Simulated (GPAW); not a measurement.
# Static electronic dielectric constant of BP (F-43m) with LDA and PBE: effect of kernel, k mesh, band sum, local-field cutoff and scissors shift

One crystal in one fixed cell gives static electronic dielectric constants from 6.89 to 9.56, depending only on how the response is calculated. For a device group this matters because ε∞ sets the refractive index well below the gap and the electronic part of the screening of charged defects and carriers. We want to see which settings carry that spread and which are minor. The quantity is the real dielectric constant at zero frequency with the ions clamped, relative to vacuum (ε = 1). Unless stated otherwise, changes are measured against LDA with RPA on the 18×18×18 mesh, with 19 bands, a 60 eV local-field cutoff and no scissors shift, which gives 8.95. The table holds no measured value, so the comparison is between levels and settings.

## Set-up

The measured cell of a diffraction database, fixed. GPAW 26.7.0, plane waves with PAW (cutoff 250 to 450 eV), no spin polarisation, no spin-orbit coupling, clamped ions. Each name gives functional, response level, k mesh, size of the sum over states, local-field cutoff and any scissors shift of the empty bands; line broadening 0.1 eV. The smallest direct gap met on these meshes is 3.35 eV. The runs were spread over Intel(R) Xeon(R) 6975P-C (Granite Rapids), Intel(R) Xeon(R) Platinum 8488C (Sapphire Rapids) and Intel(R) Xeon(R) Platinum 8559C (Emerald Rapids), shared with other work, so times are rough and not strictly comparable between rows.

Notes on method and selection:

- Meshes coarser than about 0.2 1/Å can put ε∞ too high by tens of per cent where the direct gap is small.
- Runs that did not converge, have known faults or may not be shown are not listed, and runs on Ansatz's PAW sets soft_1 and soft_2 are kept to separate tables.

Columns:

- bands: bands in the sum.
- scissors (eV): scissors shift.
- k spacing (1/Å): k-point spacing.
- ε∞: real dielectric constant at zero frequency.
- cost (core-s): processor time of the response step.

## Computed values

| member | bands | local-field cutoff (eV) | scissors (eV) | k spacing (1/Å) | ε∞ | cost (core-s) |
| --- | --- | --- | --- | --- | --- | --- |
| LDA, RPA, 26×26×26, 19 bands, 100 eV | 19 | 100 | 0 | 0.09 | 8.71 | 12 |
| LDA, Bootstrap, 26×26×26, 19 bands, 100 eV, scissors 1 eV | 19 | 100 | 1 | 0.09 | 8.48 | 12 |
| LDA, ALDA, 26×26×26, 19 bands, 100 eV | 19 | 100 | 0 | 0.09 | ? | 13 |
| PBE, RPA, 18×18×18, 19 bands, 60 eV | 19 | 60 | 0 | 0.13 | 8.81 | 5.2 |
| LDA, ALDA, 18×18×18, 19 bands, 60 eV | 19 | 60 | 0 | 0.13 | 9.37 | 3.9 |
| LDA, RPA, 18×18×18, 9 bands, 60 eV | 9 | 60 | 0 | 0.13 | 8.88 | 2.6 |
| LDA, Bootstrap, 18×18×18, 19 bands, 60 eV, scissors 1 eV | 19 | 60 | 1 | 0.13 | 8.69 | 3.4 |
| LDA, RPA, 18×18×18, 19 bands, 60 eV, scissors 1 eV | 19 | 60 | 1 | 0.13 | 7.86 | 3.4 |
| LDA, RPA, 26×26×26, 19 bands, 100 eV, scissors 2 eV | 19 | 100 | 2 | 0.09 | 6.89 | 12 |
| LDA, RPA, 18×18×18, 19 bands, 120 eV | 19 | 120 | 0 | 0.13 | 8.71 | 4.2 |
| LDA, RPA, 26×26×26, 19 bands, 100 eV, scissors 1 eV | 19 | 100 | 1 | 0.09 | 7.67 | 11 |
| LDA, RPA, 18×18×18, 19 bands, 60 eV | 19 | 60 | 0 | 0.13 | 8.95 | 3.3 |
| LDA, RPA, 9×9×9, 19 bands, 60 eV | 19 | 60 | 0 | 0.27 | 9.11 | 1.7 |
| LDA, RPA, 18×18×18, 19 bands, 20 eV | 19 | 20 | 0 | 0.13 | 9.56 | 3.2 |

Cells marked ? are withheld until the estimate has been made.

## Reading the trend

The scissors shift has the strongest effect. On the 26×26×26 mesh with a 100 eV cutoff, RPA falls from 8.71 to 7.67 and 6.89 as the empty bands are raised by 0, 1 and 2 eV. Larger transition energies make the electrons harder to polarise. If the transition dipoles stay fixed, ε∞ − 1 = A/(E + Δ), where Δ is the shift and E an effective transition energy. At shifts of 0 and 1 eV, ε∞ − 1 is 8.71 − 1 = 7.71 and 7.67 − 1 = 6.67. These give E = 6.67 / (7.71 − 6.67) = 6.4 eV, and the value at 2 eV is then predicted as 1 + 7.71 × 6.4 / (6.4 + 2) = 6.9, as found. E lies well above the smallest direct gap of 3.35 eV because transitions throughout the zone contribute.

The local-field cutoff comes next. Raising it from 20 to 60 and 120 eV lowers ε∞ from 9.56 to 8.95 and 8.71. A higher cutoff resolves more of the uneven induced charge within the cell, whose field opposes the polarisation. The last step still changes the result by 0.24, so 60 eV is not converged.

The exchange-correlation kernels act the other way, since they weaken the repulsion between induced charges. ALDA adds 9.37 − 8.95 = 0.42 to RPA. Bootstrap, which includes a long-range electron–hole attraction, adds 8.69 − 7.86 = 0.83 at a scissors shift of 1 eV and so offsets most of the 8.95 − 7.86 = 1.09 that the shift removes.

The remaining choices matter less. PBE lies 0.14 below LDA in the same cell, possibly through slightly larger transition energies. Going from 9 to 19 bands adds 0.07, and refining the mesh from 9×9×9 to 18×18×18 removes 0.16. Such a mild mesh effect fits a crystal with a wide direct gap. No response step took more than 13 core-seconds, so there is little reason to save on mesh or cutoff.

## A prediction

Plain estimates from the members shown:

- LDA, ALDA, 26×26×26, 19 bands, 100 eV, mean of the 13 members shown: 8.59 , standard deviation 0.70

The mean of the 13 members shown, 8.59, mixes scissors shifts, kernels and cutoffs, and is of little use for an unshifted ALDA run. A closer starting point is the RPA run with the same functional, mesh, bands and cutoff, at 8.71. We multiply it by the ratio of ALDA to RPA on the 18×18×18 mesh at 60 eV:

8.71 × 9.37 / 8.95 = 9.12

The same transfer between the two groups of settings can be tried on shown members. For Bootstrap against RPA, both with a 1 eV scissors shift, it gives 7.67 × 8.69 / 7.86 = 8.48, equal to the tabulated 8.48. For the scissors shift within RPA it gives 8.71 × 7.86 / 8.95 = 7.65, against 7.67.

These misses of 0.02 or less probably flatter the route for ALDA. Its kernel is short-ranged and does not fade at large wave vectors as the Coulomb repulsion does, so its effect may grow somewhat as the cutoff rises from 60 to 100 eV. That would put the result above 9.12, but no pair of ALDA rows gives the size, and we apply no shift for it. We instead widen the error by judgement to 0.06, about three times the larger test miss.

**Committed estimate, LDA, ALDA, 26×26×26, 19 bands, 100 eV: ε∞ = 9.12 ± 0.06.**

## How the estimate fared

| member | bands | local-field cutoff (eV) | scissors (eV) | k spacing (1/Å) | ε∞ | cost (core-s) |
| --- | --- | --- | --- | --- | --- | --- |
| LDA, ALDA, 26×26×26, 19 bands, 100 eV | 19 | 100 | 0 | 0.09 | 9.15 | 13 |

| member | estimate | ε∞ | computed | estimate − computed | miss in error bars |
| --- | --- | --- | --- | --- | --- |
| LDA, ALDA, 26×26×26, 19 bands, 100 eV | committed | 9.12 | 9.15 | −0.03 | 0.5 |
| LDA, ALDA, 26×26×26, 19 bands, 100 eV | mean | 8.59 | 9.15 | −0.56 |  |

The estimate of 9.12 lies 0.03 below the computed 9.15, half of its error bar. The mean of the other members, 8.59, misses by 0.56.

The argument that held is that the effect of a kernel carries over from one group of settings to another. ALDA adds 9.15 − 8.71 = 0.44 to RPA on the 26×26×26 mesh with a 100 eV cutoff, against 0.42 on the 18×18×18 mesh with 60 eV. The change of 0.02 has the sign expected for a short-ranged kernel at a higher cutoff, but it is close to the printed rounding and the mesh changed as well, so it does not confirm that argument. The result agrees with the picture of ALDA as a modest weakening of the repulsion between induced charges.

## Residuals

The lowest value, 6.89, belongs to RPA with a 2 eV scissors shift. It lies 8.71 − 6.89 = 1.82 below the unshifted run with otherwise equal settings, as expected when every transition energy is raised. A shift of 2 eV is larger than the usual gap correction to LDA in semiconductors of this kind, roughly 1 eV, so we read this row as a test of sensitivity.

The highest value, 9.56, comes from the 20 eV local-field cutoff. It exceeds the 120 eV result by 9.56 − 8.71 = 0.85 because in so small a cell even the shortest non-zero reciprocal-lattice vector lies above 20 eV. The run therefore leaves out local fields altogether, and with them the short-wavelength induced field that opposes the polarisation. It shows the size of the local-field effect and should not be read as stronger screening in the crystal.

## Computational cost

The clearest cost is that of the dense mesh. With RPA and no scissors shift, the response step took 12 core-seconds on the 26×26×26 mesh at 100 eV and 4.2 on the 18×18×18 mesh at 120 eV, yet both give 8.71. The cutoffs differ, so small effects of mesh and cutoff may cancel in that agreement. These times leave out the bands, which must first be computed on each mesh. That step took several times as long as the response step on both meshes, and much longer on the denser mesh than on the other. We were therefore wrong to conclude from the response times alone that there is little reason to save on the mesh. On the 18×18×18 mesh, raising the cutoff from 60 to 120 eV changes ε∞ by 0.24, while the time rises only from 3.3 to 4.2 core-seconds, which is within the uncertainty of shared machines. For this crystal, extra effort is better put first into the local-field cutoff, which can be raised without computing the bands again.

## Closing remarks

For BP, a kernel or scissors effect found on the 18×18×18 mesh at 60 eV and taken as a ratio carries over to the 26×26×26 mesh at 100 eV within 0.03 in the three cases tried. Other crystals are not tested here, and neither is the plane-wave cutoff. All rows in the tables used 450 eV. The lower end of the range in the set-up, 250 eV, belongs to an LDA run with RPA that converged but that we left out of the table. The smallest direct gap of 3.35 eV also comes from the bands at 250 eV. For the rows listed it is slightly larger, though still well below the effective transition energy of 6.4 eV.

For optical design, the refractive index well below the gap is n = √ε∞. At the denser settings this gives √8.71 = 2.95 for RPA, √9.15 = 3.02 for ALDA and √7.67 = 2.77 for RPA with a 1 eV shift. In semiconductors generally, ALDA on unshifted LDA bands tends to overestimate ε∞, whereas RPA with a realistic shift tends to underestimate it because electron–hole attraction is missing.

Lattice motion, left out here, would add to the static constant, but probably only modestly, since boron and phosphorus share charge almost evenly.
